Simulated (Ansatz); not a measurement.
InO₂: the change of pressure with volume per atom

Results calculated with Ansatz 0.2.0 development build, not measured. Equation of state of a cubic crystal from periodic Kohn-Sham density functional theory without spin; pressure corrected for the finite basis.

Cell of the first row (space group Fm-3m, No. 225):
```
InO2
1.0
      0.0000     2.5600     2.5600
      2.5600     0.0000     2.5600
      2.5600     2.5600     0.0000
In O
1 2
Direct
  0.00000 0.00000 0.00000
  0.25000 0.25000 0.25000
  0.75000 0.75000 0.75000
```

Settings of every row: formula InO2; structure type fluorite; functional r2SCAN; spin treatment none; k mesh 11x11x11; occupation method fermi-dirac; occupation width 0.1 eV; wave cutoff 700 eV; datasets hard PAW; density cutoff ratio 4; xc grid level 2.

Limits: a cubic model structure, not a phase known at ambient conditions; modest k-mesh, values are not fully converged in k; no spin polarisation, a magnetic state may lie lower; pseudopotentials made with PBE, not this functional; the SCF threshold is loose for a stress in some rows.

```
row  volume per atom (Å³)  pressure (GPa)  energy above lowest point (meV/atom)
  1                11.184           8.819                                 12.48
  2                11.549               ?                                     ?
  3                11.914          -3.118                                  1.07
  4                12.278          -7.703                                 13.55
  5                12.643         -11.553                                  35.6
```

Question: what pressure should row 2 give?

Worked fit of pressure. Take u = (V_r/V)^(2/3) − 1 with V_r = 12.096 Å³ an atom, which is twice the finite (Eulerian) strain; such expansions in the strain, on which the Birch-Murnaghan equation of state is built, carry the rest volume and the bulk modulus. The shown rows have u = 0.05365, 0.01016, -0.00991, -0.02906. Least squares give pressure = −5.5119 + 228.653 × u + 716.81 × u² GPa; a straight line predicts inner rows, each left out in turn, worse (root mean square 0.75 against 0.0091 GPa). The rows lie off it by 0.000, -0.003, 0.004, -0.002. The pressure vanishes at u = 0.0225, or V = 11.7 Å³ an atom, and there the bulk modulus at fixed shape and fractions is B = −V dP/dV = (2/3)(1 + u) dP/du = 178 GPa. The withheld row has u = 0.03133, so the fit gives −5.5119 + 228.653 × (0.03133) + 716.81 × (0.03133)² = 2.355 GPa.

The calculation gave 2.336 GPa. The fit lies 0.019 GPa (0.093 % of the column's range) above it; its largest miss of a shown row is 0.004 GPa.

The other values of row 2: energy above lowest point 0 meV/atom.
